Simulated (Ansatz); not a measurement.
## A small benchmark: atomisation enthalpy at 298 K

6 molecules with halogens; the atomisation enthalpy at 298 K in kJ/mol, computed less measured. Shapes, held fixed at every level: PBE0-D4/def2-TZVP. Flexible molecules stand in one conformer, not always the lowest. Thermal terms are harmonic and unscaled (PBE0-D4/def2-TZVP); the spin-orbit lowering of the free atoms is taken from their spectra. Programs: Ansatz 0.2.0. Measured values: Active Thermochemical Tables, CRC Handbook of Chemistry and Physics.

Levels: A = r2SCAN/6-31G* (spherical functions); B = r2SCAN0-D4/def2-TZVPP; C = wB97M-V/6-31G* (spherical functions); D = PBE-QIDH/6-31G* (spherical functions).

| molecule | from tabulated heats | A | B | C | D |
| --- | --- | --- | --- | --- | --- |
| CBr2Cl2 (dibromodichloromethane) | 1180 | -15 | -44 | -40 | -75 |
| C2HClF2 (SMILES FC(F)=CCl) | 2247 | +70 | -17 | +78 | -15 |
| C2H3BrO (acetyl bromide) | 2639 | +19 | -47 | +16 | -82 |
| C2H5Br (SMILES CCBr) | 2699 | +2 | -21 | +27 | -75 |
| C3H7Cl (SMILES CCCCl) | 3930 | +2 | -29 | +53 | -101 |
| C4H9Cl (1-chlorobutane) | 5105 | +2 | -38 | +69 | -125 |

(1) Which level does best on this set, which worst, and which err to one side?

Answers

(1) 
```tsv
level	kind	mean error	mean absolute error	worst case
r2SCAN/6-31G* (spherical functions)	meta-GGA	+13.3	18.3	C2HClF2
r2SCAN0-D4/def2-TZVPP	global hybrid	-32.7	32.7	C2H3BrO
wB97M-V/6-31G* (spherical functions)	range-separated hybrid	+33.8	47.2	C2HClF2
PBE-QIDH/6-31G* (spherical functions)	double hybrid	-78.8	78.8	C4H9Cl
```

On this set r2SCAN/6-31G* (spherical functions) has the smallest mean absolute error and PBE-QIDH/6-31G* (spherical functions) the largest. r2SCAN/6-31G* (spherical functions) is too high in 5 of 6; r2SCAN0-D4/def2-TZVPP is too low in 6 of 6; wB97M-V/6-31G* (spherical functions) is too high in 5 of 6; PBE-QIDH/6-31G* (spherical functions) is too low in 6 of 6. The heats of C2H3BrO (acetyl bromide), C3H7Cl (1-chloropropane), C4H9Cl (1-chlorobutane) come from older tables and can be uncertain by 10 kJ/mol or more. Heats of the atoms come from ATcT where it has them. The levels differ in basis as well as in method. The tabulated value of C2HClF2 is in doubt (older tables, estimates, or at odds with other calculations) and kept here. Over the 5 molecules whose values aren't doubted the mean absolute errors are A 8.0; B 35.8; C 41.0; D 91.6. A functional in a double-zeta set wins here by errors that cancel. For PBE-QIDH/6-31G* (spherical functions) the error tends to grow with the atomisation enthalpy. Relativity is left out for Br. Outer-core shells of Br are correlated, in sets that cover them unevenly. The set is small.

The steady underbinding by PBE-QIDH most likely comes from its perturbative correlation. Forming bonds creates electron pairs whose correlation converges slowly with basis size, and a double-zeta set recovers too little of it. The deficit therefore builds up with the number of bonds, from -101 for 1-chloropropane to -125 kJ/mol for 1-chlorobutane. C2HClF2 breaks this pattern clearly, and bromoethane slightly.

The uniformly negative errors of r2SCAN0 fit the usual effect of exact exchange, which weakens bonds when the accompanying correlation functional doesn't fully make up for the lost left-right correlation.

C2HClF2 stands well above the other molecules with r2SCAN and PBE-QIDH in the double-zeta set. With wB97M-V it is also the highest, though only 9 kJ/mol above 1-chlorobutane, and at -17 kJ/mol it is barely out of line for r2SCAN0. A faulty reference would shift all four levels equally, so this suggests that the small basis treats the C–F bonds differently from the rest. These total atomisation errors don't show how the levels would rank for reactions that conserve bond types, where much of the error should cancel.
